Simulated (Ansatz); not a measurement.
# Strength of the C–Si bond: C2H9FSi2 → C2H6FSi + SiH3

Species: C2H9FSi2 `F[SiH2]CC[SiH3]`, singlet; C2H6FSi `[CH2]C[SiH2]F`, doublet; SiH3 (silyl radical) `[SiH3]`, doublet. 

Shapes, held fixed at every level: PBE0-D4/def2-TZVP. Flexible molecules stand in one conformer, not always the lowest. Programs: Ansatz 0.2.0. The zero-point and thermal change to 298 K, harmonic and unscaled (PBE0-D4/def2-TZVP), is -16.4 kJ/mol.

```
                level                   kind  ΔH(298 K) (kJ/mol)  less CCSD(T)/CBS estimate
         MP2/def2-SVP    perturbation theory              +336.6                       -6.3
    PBE-D4/def2-TZVPP                    GGA              +322.8                      -20.1
 r2SCAN-D4/def2-TZVPP               meta-GGA              +306.5                      -36.4
r2SCAN0-D4/def2-TZVPP          global hybrid              +308.4                      -34.5
    B2PLYP/def2-TZVPP          double hybrid              +320.6                      -22.3
        CCSD/def2-SVP  coupled cluster or CI              +317.9                      -25.0
   CCSD(T)/def2-TZVPP  coupled cluster or CI              +332.3                      -10.6
 CCSD(T)/CBS estimate  coupled cluster or CI              +342.9                        0.0
```

The highest level, CCSD(T)/CBS estimate, gives ΔH(298 K) = +342.9 kJ/mol; the levels span +306.5 to +342.9. The column of differences is taken from that level and isn't an error. No measured value is set beside it here. Open shells run unrestricted. The CBS estimate extrapolates MP2 from def2-TZVPP and def2-QZVPP and adds CCSD(T) − MP2 in the triple-zeta set, cores frozen. CCSD(T)/CBS estimate lies outside the range of all other levels here, so it shouldn't be taken on trust.

Breaking the C–Si bond is strongly endothermic at every level, as expected for homolysis of a strong σ bond into two radicals. The electron pair in that bond is correlated more strongly than the separated electrons, and small basis sets recover too little of this extra correlation. That explains why CCSD(T) rises from +332.3 to +342.9 kJ/mol towards the basis-set limit, so an estimate above the finite-basis values is physically reasonable. The closeness of MP2/def2-SVP to it probably reflects cancellation between basis-set and correlation errors.

The density functionals don't improve steadily with rung: PBE lies nearer the estimate than r2SCAN or r2SCAN0. The near agreement of the latter two suggests that exact exchange matters little here.

The carbon radical is primary but carries a silyl group in the β position, where the C–Si σ bond can donate into the half-filled p orbital. This hyperconjugation probably weakens the breaking bond somewhat, but without a silicon-free alkyl analogue its size can't be determined.
